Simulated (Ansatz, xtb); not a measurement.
**Two isomers of C4H4BN3**

Structure I: `Bn1cc(C#N)cn1`, a singlet. Structure II: `Bc1c[nH]nc1C#N`, a singlet. Both are isolated molecules in the gas phase, relaxed with PBE0-D3(BJ)/def2-SVP; the shapes shown needn't be the lowest conformers.

I (Å):

```csv
atom,x (Å),y (Å),z (Å)
C,-0.5806,0.6806,0.7564
C,0.7907,0.6129,0.7572
C,1.6998,1.3437,1.5652
C,1.0957,-0.3689,-0.2482
B,-2.3906,-0.4756,-0.5406
N,-1.0284,-0.2057,-0.1894
N,2.4537,1.9342,2.2189
N,0.0122,-0.8417,-0.7968
H,-3.2350,0.1397,0.0554
H,-2.6055,-1.2863,-1.3955
H,-1.2667,1.2828,1.3473
H,2.0820,-0.7149,-0.5566
```

II (Å):

```xyz
12

C    -0.6719   -0.0233    0.2776
C    -1.1041    1.2942    0.1292
C     0.7561    0.1278    0.2655
C     1.7259   -0.9137    0.3850
B    -1.5283   -1.2804    0.4149
N    -0.0088    2.0661    0.0465
N     1.1350    1.3899    0.1258
N     2.4900   -1.7784    0.4842
H    -1.0095   -2.3622    0.5367
H    -2.7329   -1.1824    0.4004
H    -2.1100    1.7074    0.0797
H     0.0296    3.0727   -0.0658
```

Quicker runs give these differences E(II) − E(I): GFN2-xTB +93.7 kJ/mol; HF/STO-3G +104.3 kJ/mol (at GFN2-xTB geometries); r2SCAN-D4/def2-SVP +62.5 kJ/mol (at GFN2-xTB geometries).

**Question.** Estimate E(II) − E(I) at the level CCSD(T)/def2-SVP + ΔMP2/def2-TZVPP.

**Answer.** Calculated at CCSD(T)/def2-SVP + ΔMP2/def2-TZVPP: E(II) − E(I) = +70.4 kJ/mol, so structure I lies lower.

How the difference moves with the method:

| level | geometry | E(II) − E(I) (kJ/mol) | departure from the last row (kJ/mol) | job, with rough time for the two |
| --- | --- | --- | --- | --- |
| GFN2-xTB | GFN2-xTB | +93.7 | +23.3 | optimisation, 0.17 s |
| HF/STO-3G | GFN2-xTB | +104.3 | +34.0 | single point, 0.62 s |
| r2SCAN-D4/def2-SVP | GFN2-xTB | +62.5 | −7.9 | single point, 4.3 s |
| PBE0-D3(BJ)/def2-SVP | PBE0-D3(BJ)/def2-SVP | +62.3 | −8.0 | optimisation, 47 s |
| HF/def2-SVP | PBE0-D3(BJ)/def2-SVP | +75.7 | +5.4 | part of the CCSD(T) run |
| MP2/def2-SVP | PBE0-D3(BJ)/def2-SVP | +65.0 | −5.4 | part of the CCSD(T) run |
| CCSD(T)/def2-SVP | PBE0-D3(BJ)/def2-SVP | +72.1 | +1.7 | single point |
| CCSD(T)/def2-SVP + ΔMP2/def2-TZVPP | PBE0-D3(BJ)/def2-SVP | +70.4 |  | single point, 67 s |

As drawn, II has 1 C–B, 1 N–H in place of 1 B–N, 1 C–H.

The levels shown agree on the order. The largest departure from CCSD(T)/def2-SVP + ΔMP2/def2-TZVPP is that of HF/STO-3G, 34.0 kJ/mol. The last row adds to CCSD(T) the change of the MP2 difference between the two basis sets, here −1.7 kJ/mol.

With thermal terms from frequencies at re-optimised GFN2-xTB minima (ideal gas, soft modes damped towards free rotors, one conformer each, 298.15 K, 1 atm): the zero-point term adds −1.5 kJ/mol; ΔH is +69.7 and ΔG +68.0 kJ/mol.

The correlated steps freeze 8 core orbitals. Run with Ansatz 0.2.0, xtb 6.7.1; the last row on 2 threads of Intel(R) Xeon(R) Platinum 8375C CPU @ 2.90GHz (Ice Lake) on a shared host.

Structure I, with boron on the ring nitrogen, is clearly the more stable of the two isolated molecules, and the thermal terms are too small to change that. The main reason is probably the B–N bond: it is strong and polar, and the coplanar BH2 group lets the nitrogen π lone pair donate into the empty boron p orbital. This donation competes with the pyrazole's aromatic delocalisation, but the C–B bond in II is less polar and its carbon can offer only ring π density. The exchange of a C–H for an N–H bond offsets part of the preference at most.

The gap isn't a pure measure of boron migration, because the nitrile also moves, from the carbon opposite the N–N bond in I to one beside the pyridine-type nitrogen and next to the boryl group in II. The monomer ordering also needn't carry over to the bulk, where N-borylpyrazoles tend to dimerise through B–N coordination to pyrazaboles.
